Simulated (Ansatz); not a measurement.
# How methods differ on BNH3 (SMILES B[NH])

The species is BNH3 (5 atoms), meant as a doublet with charge 0. SMILES: `B[NH]`. The coordinates come from a PBE0-D4/def2-TZVP relaxation.

```xyz
5

B    -0.3108   -0.3701   -0.0916
N     0.5312    0.6552   -0.0198
H    -0.4148   -1.1074    0.8625
H    -0.9641   -0.5731   -1.0819
H     1.2084    1.3217    0.2893
```

Quantity: the energy change with the B1–H4 bond stretched from 1.204 to 1.505 Å, in eV. The values are calculated.

```csv
level,kind,program,value (eV),less FCI/STO-3G
UHF/STO-3G,Hartree–Fock,Ansatz,1.30,+0.38
U-r2SCAN/STO-3G,meta-GGA,Ansatz,0.99,+0.07
UCAM-B3LYP/STO-3G,range-separated hybrid,Ansatz,1.05,+0.13
UHSE06/STO-3G,range-separated hybrid,Ansatz,1.03,+0.11
UB2PLYP/STO-3G,double hybrid,Ansatz,1.05,+0.13
UMP2/STO-3G,perturbation theory,Ansatz,1.10,+0.18
UCCSDT(Q)/STO-3G,coupled cluster or CI,Ansatz,0.92,0.00
UCCSDTQ/STO-3G,coupled cluster or CI,Ansatz,0.92,0.00
FCI/STO-3G,exact in the basis,Ansatz,0.92,0.00
```

FCI/STO-3G is exact within its basis and frozen core, so for wave-function methods in that basis the difference is their error; functionals converge differently with the basis, so for them it is only a difference. The first shape isn't each level's own minimum. The values span 0.92 to 1.30 eV. All rows use very small basis sets, so even the best lies far from the true value.

Stretching the B–H bond costs too much energy in Hartree–Fock, 1.30 eV against the exact in-basis value of 0.92 eV, because the missing correlation energy grows as the bond lengthens. The bonding and antibonding σ orbitals move closer together, and the double excitation between them gains weight. This left-right correlation keeps the two bonding electrons apart, whereas a single determinant that still pairs them in one orbital retains too much ionic character. MP2 recovers much of the effect but remains 0.18 eV too high, which suggests that second-order pair correlation is insufficient even at this moderate stretch. UCCSDT(Q) and UCCSDTQ both match FCI to the printed precision, so quadruples beyond the perturbative treatment have no visible influence here.

The density functionals all lie above FCI but below MP2, probably because their approximate correlation already captures part of the same effect. Their spread doesn't establish an accuracy ranking. Nor does the close coupled-cluster agreement at this stretch show how those methods would perform at full B–H dissociation, which was not computed here.
